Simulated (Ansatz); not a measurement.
# Pressure shifts of the zone-centre modes E' and A2'' in WC-type TaN from −20 to +50 GPa, LDA linear response

I calculate the two optical zone-centre modes of WC-type TaN at a series of fixed volumes, in LDA with linear response, and read their shifts against the static pressure, compression positive, from the cell relaxed at zero pressure. In E' the Ta and N layers slide against each other in the hexagonal plane; in A2'' they move against each other along c. Tantalum nitrides serve as hard coatings and as diffusion barriers in chip wiring, where films carry stress. E' is Raman active, so its shift could help to gauge that stress, provided the coefficient is known and the range over which it may be taken as constant. My question is how large the two coefficients are, which is larger, and where they change.

## How the numbers were made

One crystal, TaN (WC-type) (entry of the Crystallography Open Database). Its volume was then scaled in steps, which gives the pressures listed, with shape and atoms relaxed where symmetry leaves them free. The structures stem from measured cells of the Crystallography Open Database, directly or through a relaxation at another level; cell and atoms were relaxed at zero pressure at each row's own level, inside the symmetry of the start, with no thermal or zero-point expansion. Program: Ansatz 0.2.0, plane waves, LDA, the program's earlier default PAW potentials, scalar-relativistic without spin-orbit coupling, no spin polarisation. Wave-function cutoff 420 eV (the default for the potentials of each cell); on the k meshes (Γ-centred) the least product of divisions and cell-vector length runs from 44 to 47 Å. Occupations: methfessel-paxton smearing of 0.2 eV. Harmonic modes at natural masses come from linear response (density functional perturbation theory), with the acoustic sum rule imposed.

Notes on method and selection:

- Harmonic values at the static lattice; measured values carry thermal expansion and anharmonic shifts at their temperature.
- Modes are followed from row to row by the overlap of their patterns.
- In cells without a Kohn-Sham gap the frequencies depend on k mesh and smearing; errors of a few per cent are possible.
- Spin-orbit coupling is left out; it matters most with heavy elements (here Ta).
- Negative pressure is tension; other phases that would form under pressure are ignored.
- dω/dP = γω₀/B₀, with γ the mode Grüneisen parameter and B₀ = −V dP/dV the bulk modulus.
- Runs that did not converge, have known faults, used another set of PAW files or may not be shown are not listed.

Columns:

- pressure (GPa): hydrostatic pressure of the static lattice, compression positive.
- E' (cm⁻¹): zone-centre mode E', no LO-TO term.
- A2'' (cm⁻¹): zone-centre mode A2'', no LO-TO term.
- volume per atom (Å³): volume per atom of the relaxed cell.
- energy (meV/atom): static energy per atom above the relaxed cell.

Input lines of one member:

```
kpoints:
  mp_grid: { grid: [18, 18, 16] }
hamiltonian:
  xc: lda
  pseudopotentials: { kind: paw, azcp: { folder: soft_1 }, xc_functional: pbe }
scf:
  occupations: { method: methfessel_paxton, width: 0.2 }
output:
  eigenvalues: true
phonons:
  method: dfpt
```

Command (options for logging and memory left out): `ansatz run input.yaml --threads 4 --backend cpu`

## Computed values

| member | pressure (GPa) | E' (cm⁻¹) | A2'' (cm⁻¹) | volume per atom (Å³) | energy (meV/atom) |
| --- | --- | --- | --- | --- | --- |
| −19.55 GPa | −19.55 | 490.9 | 495.1 | 11.06 | 40.25 |
| −13.71 GPa | −13.71 | 508.1 | 518.8 | 10.85 | 18.52 |
| −7.22 GPa | −7.22 | 525.9 | 543.0 | 10.64 | 4.80 |
| −0.00 GPa | 0.00 | 543.7 | 567.9 | 10.43 | 0.00 |
| +3.91 GPa | 3.91 | ? | ? | ? | ? |
| +8.03 GPa | 8.03 | ? | ? | ? | ? |
| +16.95 GPa | 16.95 | 579.1 | 619.6 | 10.01 | 21.28 |
| +26.86 GPa | 26.86 | 596.8 | 646.7 | 9.81 | 49.69 |
| +37.87 GPa | 37.87 | 615.2 | 674.5 | 9.60 | 91.74 |
| +50.12 GPa | 50.12 | 634.4 | 703.2 | 9.39 | 148.90 |

Cells marked ? are withheld until the estimate has been made.

Least-squares fits to the members shown, with x = pressure (GPa); R² and errors in the fitted variable (y, or ln y where the fit is in ln y):

| y | members | fit | R² | rms residual | leave-one-out rms | the same for the mean of the others |
| --- | --- | --- | --- | --- | --- | --- |
| A2'' (cm⁻¹) | 8 | y = 562.1 + 2.980 x | 0.99 | 5.7 | 8.4 | 81 |
| E' (cm⁻¹) | 8 | y = 538.4 + 2.046 x | 0.99 | 4.8 | 7.0 | 56 |

## What drives the series

Both modes harden at every step of compression, and A2'' shifts more in every interval. For the slope at zero pressure I weight the slopes of the two adjoining intervals, each by the length of the other. A2'' gives (16.95 × 3.45 + 7.22 × 3.05) / 24.17 = 3.3 cm⁻¹ per GPa, and E' gives (16.95 × 2.47 + 7.22 × 2.09) / 24.17 = 2.4 cm⁻¹ per GPa.

The lines have no kink; they bend gradually over the whole range. Between neighbouring rows the A2'' slope falls from 4.06 cm⁻¹ per GPa at the tension end to (703.2 − 674.5) / (50.12 − 37.87) = 2.34 at the compressed end, and that of E' from 2.95 to 1.57. The main reason is that the crystal stiffens, so that each further GPa shortens the bonds less. From ΔP / ln(V₁/V₂), the mean bulk modulus is 19.55 / ln(11.06/10.43) = 333 GPa under tension and 33.17 / ln(10.01/9.39) = 519 GPa above 16.95 GPa. Over the same two ranges the Grüneisen parameter of A2'' falls only from about 2.3 to 2.0.

A small part of the lead of A2'' can follow from geometry. Since a shrinks relatively more than c, the Ta–N bonds tilt towards c, which favours motion along c. With springs along the Ta–N bonds alone, the ratio A2''/E' would grow in proportion to c/a. It grows by the factor (703.2 / 634.4) / (495.1 / 490.9) = 1.099, while the volume falls to 9.39 / 11.06 = 0.849 of its first value. Tilt alone would then require c to change by the factor (0.849 × 1.099²)^(1/3) = 1.008, a lengthening, whereas c in fact shortens. Since c/a rises only slightly in the relaxed cells, most of the lead must have another source, possibly forces across the bonds or the response of the conduction electrons; I leave that open.

## Predicting the missing value

Plain estimates from the members shown:

- +8.03 GPa, fit at x = 8.03: 586.0 cm⁻¹
- +8.03 GPa, straight-line interpolation between −0.00 GPa and +16.95 GPa: w = (8.03 − 0.00) / (16.95 − 0.00) = 0.474, so 567.9 + 0.474 × (619.6 − 567.9) = 592.4 cm⁻¹
- +3.91 GPa, fit at x = 3.91: 573.8 cm⁻¹
- +3.91 GPa, straight-line interpolation between −0.00 GPa and +16.95 GPa: w = (3.91 − 0.00) / (16.95 − 0.00) = 0.231, so 567.9 + 0.231 × (619.6 − 567.9) = 579.8 cm⁻¹

The straight-line fit is the wrong tool here, because it misses the bend: at 0 and 16.95 GPa, on either side of the gap, it lies 5.8 and 7.0 cm⁻¹ below the calculated A2''. Interpolation between those two rows is better, but a chord runs below a curve that flattens with pressure, so I add the curvature.

The A2'' slopes in the intervals before, across and after the gap are 3.449, 3.050 and 2.735 cm⁻¹ per GPa. The curvature coefficient is (3.449 − 3.050) / 24.17 = 0.0165 from the left and (3.050 − 2.735) / 26.86 = 0.0117 from the right, with a mean of (0.0165 + 0.0117) / 2 = 0.0141 cm⁻¹ per GPa². The correction is this mean times the distances to the two ends of the gap:

- +8.03 GPa: 592.4 + 0.0141 × 8.03 × 8.92 = 593.4 cm⁻¹
- +3.91 GPa: 579.8 + 0.0141 × 3.91 × 13.04 = 580.5 cm⁻¹

I tried the same route on two shown rows, leaving each out in turn. With the row at zero pressure left out, the mean curvature coefficient is ((3.729 − 3.169) / 30.66 + (3.169 − 2.735) / 34.08) / 2 = 0.0155; with the row at 16.95 GPa left out, it is ((3.449 − 2.934) / 34.08 + (2.934 − 2.525) / 37.87) / 2 = 0.0130, both in cm⁻¹ per GPa². The route returns 543.0 + 7.22 × (619.6 − 543.0) / 24.17 + 0.0155 × 7.22 × 16.95 = 567.8 for the 567.9 at zero pressure, and 567.9 + 16.95 × (646.7 − 567.9) / 26.86 + 0.0130 × 16.95 × 9.91 = 619.8 for the 619.6 at 16.95 GPa, although the gaps there are wider. Misses of 0.1 and 0.2 cm⁻¹ are a small sample, and in a metal the k mesh can add a little scatter from volume to volume, so I take 0.3 cm⁻¹ as the standard deviation for both.

**Committed estimate, +8.03 GPa: A2'' = 593.4 ± 0.3 cm⁻¹.**  
**Committed estimate, +3.91 GPa: A2'' = 580.5 ± 0.3 cm⁻¹.**

## The answer

| member | pressure (GPa) | E' (cm⁻¹) | A2'' (cm⁻¹) | volume per atom (Å³) | energy (meV/atom) |
| --- | --- | --- | --- | --- | --- |
| +3.91 GPa | 3.91 | 552.7 | 580.6 | 10.33 | 1.26 |
| +8.03 GPa | 8.03 | 561.5 | 593.4 | 10.22 | 5.12 |

| member | estimate | A2'' (cm⁻¹) | computed | estimate − computed | miss in error bars |
| --- | --- | --- | --- | --- | --- |
| +8.03 GPa | committed | 593.4 | 593.4 | 0.0 | 0.0 |
| +8.03 GPa | fit | 586.0 | 593.4 | −7.4 |  |
| +8.03 GPa | interpolation | 592.4 | 593.4 | −1.0 |  |
| +3.91 GPa | committed | 580.5 | 580.6 | −0.1 | 0.3 |
| +3.91 GPa | fit | 573.8 | 580.6 | −6.8 |  |
| +3.91 GPa | interpolation | 579.8 | 580.6 | −0.8 |  |

Both estimates fall inside their error bars of 0.3 cm⁻¹: the one at 8.03 GPa agrees to the last digit shown, and the one at 3.91 GPa is 0.1 cm⁻¹ low. Plain interpolation is low by 1.0 and 0.8 cm⁻¹, the straight-line fit by about 7. The curvature term, worth 1.0 and 0.7 cm⁻¹, therefore supplied nearly all that the chord lacked. For E' the mean curvature coefficient is ((2.465 − 2.088) / 24.17 + (2.088 − 1.786) / 26.86) / 2 = 0.0134 cm⁻¹ per GPa², and the same route gives 543.7 + 0.474 × (579.1 − 543.7) + 0.0134 × 8.03 × 8.92 = 561.4 cm⁻¹ and 543.7 + 0.231 × (579.1 − 543.7) + 0.0134 × 3.91 × 13.04 = 552.6 cm⁻¹, against 561.5 and 552.7 calculated.

This success shows that the curves are smooth across the gap, but it says little about why they bend. The new volumes say more. Between 0 and 8.03 GPa the mean bulk modulus is 8.03 / ln(10.43/10.22) = 395 GPa, between the 333 GPa found under tension and the 519 GPa found at high compression. The Grüneisen parameter of A2'' over the same step is ln(593.4/567.9) / ln(10.43/10.22) = 2.2, also between its earlier values. Both fit a bend that comes mainly from the stiffening of the crystal.

## Exceptions

Least-squares fits to the whole series, with x = pressure (GPa); R² and errors in the fitted variable (y, or ln y where the fit is in ln y):

| y | members | fit | R² | rms residual | leave-one-out rms | the same for the mean of the others |
| --- | --- | --- | --- | --- | --- | --- |
| A2'' (cm⁻¹) | 10 | y = 563.6 + 2.966 x | 0.99 | 5.8 | 8.3 | 71 |
| E' (cm⁻¹) | 10 | y = 539.8 + 2.034 x | 0.99 | 5.0 | 7.1 | 49 |

Largest departures from the fit to the whole series:

| member | A2'' (cm⁻¹) | fit | computed − fit | in rms residuals |
| --- | --- | --- | --- | --- |
| −19.55 GPa | 495.1 | 505.6 | −10.5 | 1.8 |
| +50.12 GPa | 703.2 | 712.3 | −9.1 | 1.6 |
| +8.03 GPa | 593.4 | 587.4 | +6.0 | 1.0 |
| +16.95 GPa | 619.6 | 613.9 | +5.7 | 1.0 |

The two ends of the series lie farthest from the straight line, at −10.5 cm⁻¹ for −19.55 GPa and −9.1 cm⁻¹ for +50.12 GPa, while the rows at 8.03 and 16.95 GPa lie about 6 cm⁻¹ above it. This is the pattern left by a straight line drawn through a curve that flattens with pressure, so I see no fault in any single row.

The tension end departs slightly more although it is much nearer to zero pressure, because the bend is sharper there. The A2'' slope falls from 4.06 to 3.73 cm⁻¹ per GPa between the first two intervals, whose midpoints are only about 6 GPa apart. Between the last two it falls only from about 2.5 to 2.3, over about 12 GPa.

Plotted against volume, the bend of A2'' changes sign. The mode rises by (518.8 − 495.1) / 0.21 = 113 cm⁻¹ per Å³ of compression per atom in the first interval and by (703.2 − 674.5) / 0.21 = 137 in the last. For the same loss of volume, its shift in cm⁻¹ thus grows as the crystal shrinks. E' does not follow that rule throughout. For steps of about 0.21 Å³ per atom it rises by 561.5 − 543.7 = 17.8 cm⁻¹ from 0 to 8.03 GPa and by 579.1 − 561.5 = 17.6 from there to 16.95 GPa; only in the last two steps is the rise clearly larger, at 615.2 − 596.8 = 18.4 and 634.4 − 615.2 = 19.2. An equal loss of volume therefore shifts E' by nearly the same amount over much of the series, while the pressure it takes keeps growing. In both modes the flattening with pressure belongs mainly to the relation between pressure and volume.

## Summary

Near zero pressure A2'' shifts by 3.3 and E' by 2.4 cm⁻¹ per GPa, and both coefficients fall steadily from −20 to +50 GPa. Between 0 and 17 GPa, where it was tested, interpolation with a curvature term gives a missing row to a few tenths of a cm⁻¹.

For a Raman measurement under hydrostatic pressure, a shift of 1 cm⁻¹ in E' corresponds to 1 / 2.4 = 0.42 GPa near zero pressure. The coefficient is constant only over a few GPa: kept up to 16.95 GPa, it would give (579.1 − 543.7) / 2.4 = 14.75 GPa, which is too low by more than a tenth. For the coatings and barrier films named at the start I drew the link to E' too closely. WC-type TaN is usually made under high pressure, whereas such films mostly have other structures, often cubic, to which these coefficients do not apply. Even in a film of WC-type TaN the stress would be mostly biaxial and would need coefficients of its own.

No omitted effect that I know of rivals the 208 cm⁻¹ spanned by A2'', but the absolute frequencies are less certain than the shifts. LDA usually makes cells too small, and each per cent of missing volume raises A2'' by about 2.2 per cent, or roughly 13 cm⁻¹. The input also combines LDA with PAW potentials made for PBE, which may add a small offset. Thermal expansion, also left out, lowers measured frequencies somewhat.

[Logs are printed without paths, hosts, clocks, repeated set-up lines and the standing remarks that a program may print on its own settings, such as how far it seeks lower states.]
